**Student:** I want to question one word in the Budd–Vannimenus theorem, "neutral". The background of density $n_0$ fills $z<0$, and $\phi(z)$ is the electrostatic potential energy of an electron, $-e$ times the electric potential. The theorem says

$$\phi(0)-\phi(-\infty)=n_0\frac{d\varepsilon}{dn_0}=\frac{p}{n_0},$$

with $\varepsilon$ the energy per electron of the uniform gas and $p$ its pressure. For sodium $p$ is small. Any surface charge should then swamp it.

**Lecturer:** Let us find where neutrality enters. Take a slab from $z=-L$ to $0$ with charge $\sigma$ per area on each face. Two distant plates, fixed in place, carry $-\sigma$ each. Poisson's equation is $\phi''=e^2(n_+-n)/\varepsilon_0$, where $n_+$ and $n$ are the background and electron densities. The field is $\mathcal E=\phi'/e$, and far outside $\mathcal E_0=\sigma/\varepsilon_0$. Now stretch the background uniformly by $\delta L$, keeping all charges fixed, and compute the energy change per area twice.

**Student:** First by Hellmann–Feynman. The force density on the background is $en_0\mathcal E=n_0\phi'$. The field lives near the faces, where the background moves outward by $\delta L/2$ up to terms of order $1/L$. The two faces together give

$$\frac{dE}{dL}=-n_0\int_{-L/2}^{0}\phi'\,dz\;\to\;-n_0\,[\phi(0)-\phi(-\infty)].$$

I did not use neutrality.

**Lecturer:** No. It enters in the second computation. The interior stays at density $n_0$ whatever $\sigma$ is, so the bulk energy is $n_0L\,\varepsilon(n_0)$ with $n_0L$ fixed. Since $\delta n_0=-n_0\,\delta L/L$, it changes by $-n_0^2\varepsilon'\,\delta L=-p\,\delta L$. The surface energy feels the stretch only through $\delta n_0$, an effect of order $1/L$. For a neutral slab nothing else exists, and the theorem of Budd and Vannimenus (1973) follows. For a charged slab the gaps hold field energy of density $\varepsilon_0\mathcal E_0^2/2=\sigma^2/2\varepsilon_0$, and the two gaps together shrink by $\delta L$. So $dE/dL=-p-\sigma^2/2\varepsilon_0$, and

$$\boxed{\phi(0)-\phi(-\infty)=\frac{p}{n_0}+\frac{\sigma^2}{2\varepsilon_0n_0}}$$

No expansion in $\sigma$ was made. The first correction is also the last, as long as a stationary state exists. For $\sigma<0$ electrons can tunnel out, and the result holds only while that current is negligible.

**Student:** I would like to see it as a force balance.

**Lecturer:** The electric force on all the charge at one face is $\int\varepsilon_0\mathcal E'\mathcal E\,dz=\sigma^2/2\varepsilon_0$. It splits into the background part and the electron part:

$$n_0[\phi(0)-\phi(-\infty)]-\int n\,\phi'\,dz=\frac{\sigma^2}{2\varepsilon_0}.$$

That holds for any profile. Equilibrium adds $\int n\phi'\,dz=p$: the field alone holds the electrons against the bulk pressure. You can test it in Thomas–Fermi theory, where $p/n_0=\tfrac25\varepsilon_F$ with $\varepsilon_F$ the Fermi energy. Let $\mu$ be the chemical potential, put $u=(\mu-\phi)/\varepsilon_F$ and $n=n_0u^{3/2}$, and take $\sigma>0$ with $s=\sigma^2/(2\varepsilon_0n_0\varepsilon_F)<\tfrac35$. In units of $n_0\varepsilon_F$, the field energy density at the edge is $\int_1^{u_0}(u^{3/2}-1)\,du$ from inside and $s+\int_0^{u_0}u^{3/2}du$ from outside. Equating them gives $1-u_0=\tfrac25+s$.

**Student:** Here I object. Screening is linear. A field $\mathcal E_0$ decays into a metal over the Thomas–Fermi length $\lambda=(2\varepsilon_0\varepsilon_F/3e^2n_0)^{1/2}$, so the potential at the edge should move by $e\mathcal E_0\lambda$. Take $r_s=3.93$ as an approximate input for Na, with $1/n_0=\tfrac43\pi(r_sa_0)^3$. Then $n_0=2.65\times10^{28}\ \mathrm{m^{-3}}$, $\varepsilon_F=3.24$ eV and $\lambda=0.067$ nm. At $10^9$ V/m that is 67 meV, and odd in $\sigma$.

**Lecturer:** Your estimate puts all the induced charge at $z<0$, as $(\sigma/\lambda)e^{z/\lambda}$. That needs a wall at $z=0$ to confine the electrons, and a wall exerts a force that jellium lacks. See what the missing linear term demands. Integrating Poisson's equation twice for the induced charge density $\delta\rho$ gives

$$\delta\phi(0)-\delta\phi(-\infty)=\frac{e}{\varepsilon_0}\int_{-\infty}^0(-z)\,\delta\rho(z)\,dz .$$

Your profile gives $e\sigma\lambda/\varepsilon_0$. The theorem says the integral vanishes at first order in $\sigma$. Inside the background the linear induced charge must either vanish or change sign, which Friedel oscillations allow. The centroid $z_0=\sigma^{-1}\int z\,\delta\rho\,dz$, the image plane, then gets its whole value from $z>0$. If $\delta\rho$ there has the sign of $\sigma$, the image plane lies outside the edge.

**Student:** Accepted. Then how large is the quadratic term against $p/n_0$?

**Lecturer:** We need $n\,d\varepsilon/dn=-(r_s/3)\,d\varepsilon/dr_s$. With $k_F=(3\pi^2n)^{1/3}$, the kinetic energy is $3\hbar^2k_F^2/10m$ and the exchange energy is $-3e^2k_F/16\pi^2\varepsilon_0$. They scale as $n^{2/3}$ and $n^{1/3}$, so they enter with factors $\tfrac23$ and $\tfrac13$. For correlation take two approximate forms as inputs, in units of $E_h=27.21$ eV. The Perdew–Zunger (PZ) fit for $r_s\ge1$ is $-0.1423/(1+1.0529\sqrt{r_s}+0.3334\,r_s)$, and the Wigner form is $-0.44/(r_s+7.8)$. At $r_s=3.93$ the contributions in eV are these; four decimals are kept only to show the cancellation.

| | kinetic | exchange | correlation | $p/n_0$ | zero-pressure $r_s$ |
|---|---|---|---|---|---|
| PZ | 1.2978 | −1.0574 | −0.1571 | 0.0833 | 4.18 |
| Wigner | 1.2978 | −1.0574 | −0.1140 | 0.1264 | 4.30 |

With PZ, $p/n_0=1.33\times10^{-20}$ J and $p=0.35$ GPa. The charge term needs only $n_0$:

| $\mathcal E_0$ (V/m) | $\sigma$ (mC/m²) | $\sigma^2/2\varepsilon_0$ (MPa) | $\sigma^2/2\varepsilon_0n_0$ (meV) |
|---|---|---|---|
| $1\times10^8$ | 0.89 | 0.044 | 0.010 |
| $1\times10^9$ | 8.9 | 4.4 | 1.0 |
| $5\times10^9$ | 44 | 111 | 26 |

At $10^9$ V/m the correction is about 1 % of the PZ value. The two terms are equal at $\mathcal E^*=(2p/\varepsilon_0)^{1/2}$, which is $8.9\times10^9$ V/m with PZ and $1.1\times10^{10}$ V/m with Wigner.

**Student:** So my guess was wrong at 3.93. But at the zero-pressure density the correction is everything.

**Lecturer:** There it is the whole potential difference, and positive for either sign of the charge. The useful measure is how far the sign change moves. It now sits at $p=-\sigma^2/2\varepsilon_0$. With the bulk modulus $B=-(r_s/3)\,dp/dr_s$, to first order

$$\delta r_s=\frac{r_s}{3B}\,\frac{\sigma^2}{2\varepsilon_0}.$$

At the PZ zero $B=1.5$ GPa, so $10^9$ V/m gives $\delta r_s=0.004$.

**Student:** That is far less than the 0.13 between the two zero-pressure values of $r_s$. Is a 1 meV term meaningful at all?

**Lecturer:** Not in the absolute value. The two correlation forms differ by 43 meV. Taking $r_s=3.99$, another typical input for Na, lowers the PZ value from 83 to 61 meV, by 22 meV. The honest statement is $p/n_0\approx0.1$ eV. These uncertainties cancel, though, in the difference between the charged and the neutral surface at fixed $n_0$. Within jellium that difference is exactly $\sigma^2/2\varepsilon_0n_0$.

**Student:** Within jellium. A piece of sodium is not held at 0.35 GPa by a rigid background.

**Lecturer:** That is the serious rival. Represent the ion cores by a constant potential $w$ felt by electrons inside the background. Hold $w$ fixed in the stretch. The bulk energy change is still $-p\,\delta L$. Hellmann–Feynman gains a term, because moving each edge by $\delta L/2$ brings $n(0)\,\delta L/2$ electrons per area under $w$. Then $-n_0[\phi(0)-\phi(-\infty)]+w\,n(0)=-p-\sigma^2/2\varepsilon_0$, or

$$\phi(0)-\phi(-\infty)=\frac{p}{n_0}+w\,\frac{n(0)}{n_0}+\frac{\sigma^2}{2\varepsilon_0n_0}.$$

The stabilized-jellium model chooses $w=-p/n_0$, with $p$ the jellium pressure. The neutral value becomes $(p/n_0)[1-n(0)/n_0]$.

**Student:** And $n(0)$ responds linearly to $\sigma$. My odd term is back.

**Lecturer:** It is, but weighted by $w$. For its order of magnitude, spread the induced charge over a width $\lambda$, so that $|\delta n(0)|/n_0\sim|\sigma|/(en_0\lambda)$. At $10^9$ V/m this is 0.03, and with $|w|=83$ meV the term is about 3 meV. If positive $\sigma$ depletes the edge, the term is positive for $\sigma>0$, since $w<0$. Trust that figure only to a factor of a few. It says that near $10^9$ V/m the linear core term rivals the 1 meV field-stress term, and that at much weaker fields it dominates, being linear. It is small next to your 67 meV because $w$ vanishes with $p$, and sodium lies close to zero pressure.